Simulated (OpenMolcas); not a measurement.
# A ladder of methods for BH2 (boron dihydride)

The species is BH2 (3 atoms), meant as a doublet with charge 0. SMILES: `[BH2]`. The coordinates come from a GFN2-xTB relaxation.

```xyz
3

B     0.2628   -0.1662    0.1286
H     0.2800    0.9853    0.2610
H    -0.5429   -0.8191   -0.3896
```

Each level gives the energy change with the B1–H3 bond stretched from 1.159 to 2.029 Å (eV). The values are calculated.

```
                                    level                kind     program  value (eV)  less FCI/6-31G**  CPU time (all runs)
       ROHF/6-31G** (spherical functions)        Hartree–Fock  OpenMolcas        3.08             +0.44                4.2 s
        UHF/6-31G** (spherical functions)        Hartree–Fock  OpenMolcas        2.80             +0.16                3.3 s
     USVWN5/6-31G** (spherical functions)                 LDA  OpenMolcas        2.49             -0.15                5.9 s
   U-r2SCAN/6-31G** (spherical functions)            meta-GGA  OpenMolcas        2.67             +0.03                 10 s
    UM06-2X/6-31G** (spherical functions)     hybrid meta-GGA  OpenMolcas        2.79             +0.15                 11 s
      UPBE0/6-31G** (spherical functions)       global hybrid  OpenMolcas        2.71             +0.07                7.8 s
CASSCF(5,6)/6-31G** (spherical functions)      multireference  OpenMolcas        2.29             -0.35                4.3 s
                                FCI/3-21G  exact in the basis  OpenMolcas        2.31             -0.33                4.2 s
        FCI/6-31G** (spherical functions)  exact in the basis  OpenMolcas        2.64              0.00                 28 s
```

FCI/6-31G** (spherical functions) is exact within its basis and frozen core, so for wave-function methods in that basis the difference is their error; functionals converge differently with the basis, so for them it is only a difference. The first shape isn't each level's own minimum. The values span 2.29 to 3.08 eV. Spin contamination of the reference (⟨S²⟩ at least 0.1 too high) touches UHF/6-31G**. High-level rows in very small sets aren't better than simpler rows in larger ones. Times are those of the runs behind each value, whatever else they computed, on shared processors of several kinds: orders of magnitude only.

Stretching one B–H bond exposes two opposing correlation errors. ROHF makes the stretch too costly by 0.44 eV because its doubly occupied bonding orbital retains too much ionic character as the electron pair separates. CASSCF(5,6), which spans the full valence space, lets the pair separate properly but errs the other way, by -0.35 eV. It omits most of the dynamic correlation, which stabilises the compact bond pair more than the stretched one. The smaller UHF error probably reflects partial localisation of the pair through spin polarisation, not a balanced description of correlation.

The basis matters as much: FCI falls to 2.31 eV in 3-21G, which lacks the polarisation functions that help describe the directed B–H bond. Its near agreement with CASSCF is therefore coincidental, as one lacks basis flexibility and the other dynamic correlation. LDA's low value doesn't contradict its usual overbinding, since at 2.029 Å the fragments probably still interact, and the energy change is not a bond dissociation energy.
